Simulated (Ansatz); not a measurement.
## Hf: energy change per atom and pressure as volume scale varies

All results are calculated (Ansatz 0.2.0). Plane-wave DFT, scalar-relativistic PAW made under PBE with cores redone for the functional, no dispersion; the given relaxed cell is scaled uniformly, energy at zero smearing counts from the unscaled cell, pressure at the given Fermi-Dirac smearing is positive in compression.

The cell before it is scaled or strained (space group Fm-3m, No. 225):
```
Hf
1.0
      0.0000     2.2628     2.2628
      2.2628     0.0000     2.2628
      2.2628     2.2628     0.0000
Hf
1
Direct
  0.00000 0.00000 0.00000
```

Settings of every row: spin polarised no; functional BLYP; wave cutoff 420 eV; smearing width 0.1 eV; k mesh 14x14x14.

Atom starting moment: 0 on all atoms.

Limits: no spin-orbit coupling, which can matter with elements this heavy; the cell comes from a prototype or a list of computed structures and needn't be the stable phase.

| row | volume scale | V (Å³/atom) | energy change per atom (meV) | pressure (GPa) |
| --- | --- | --- | --- | --- |
| 1 | 0.88 | 20.392 | 118.82 | 15.52 |
| 2 | 0.92 | 21.318 | 48.75 | 9.38 |
| 3 | 0.96 | 22.245 | ? | ? |
| 4 | 1.04 | 24.099 | 11.36 | -3.51 |
| 5 | 1.08 | 25.026 | 41.47 | -6.48 |
| 6 | 1.12 | 25.953 | 87.28 | -8.97 |

Question: what energy change per atom and pressure should row 3 give?

Worked fit of energy change per atom. Take u = (V_r/V)^(2/3) − 1 with V_r = 24.099 Å³ an atom, which is twice the finite (Eulerian) strain; such expansions in the strain, on which the Birch-Murnaghan equation of state is built, carry the rest volume and the bulk modulus. The shown rows have u = 0.11779, 0.08518, 0, -0.02485, -0.04821. Least squares give energy change per atom = 11.685 − 841.848 × u + 14897.97 × u² meV; a straight line predicts inner rows, each left out in turn, worse (root mean square 42 against 0.94 meV). The rows lie off it by -0.41, 0.68, -0.33, -0.33, 0.38 (root mean square 0.45 meV). The withheld row has u = 0.05482, so the fit gives 11.685 − 841.848 × (0.05482) + 14897.97 × (0.05482)² = 10.31 meV.

The calculation gave 10.98 meV. The fit lies 0.67 meV (6.1 % of the value, 0.62 % of the column's range) below it; its largest miss of a shown row is 0.68 meV.

Worked fit of pressure. Take u = (V_r/V)^(2/3) − 1 with V_r = 24.099 Å³ an atom, which is twice the finite (Eulerian) strain; such expansions in the strain, on which the Birch-Murnaghan equation of state is built, carry the rest volume and the bulk modulus. The shown rows have u = 0.11779, 0.08518, 0, -0.02485, -0.04821. Least squares give pressure = −3.527 + 126.767 × u + 295.16 × u² GPa; a straight line predicts inner rows, each left out in turn, worse (root mean square 0.84 against 0.046 GPa). The rows lie off it by 0.02, -0.03, 0.02, 0.01, -0.02. The pressure vanishes at u = 0.0262, or V = 23.18 Å³ an atom, and there the bulk modulus at fixed shape and fractions is B = −V dP/dV = (2/3)(1 + u) dP/du = 97.3 GPa. The withheld row has u = 0.05482, so the fit gives −3.527 + 126.767 × (0.05482) + 295.16 × (0.05482)² = 4.31 GPa.

The calculation gave 4.29 GPa. The fit lies 0.02 GPa (0.082 % of the column's range) above it; its largest miss of a shown row is 0.03 GPa.
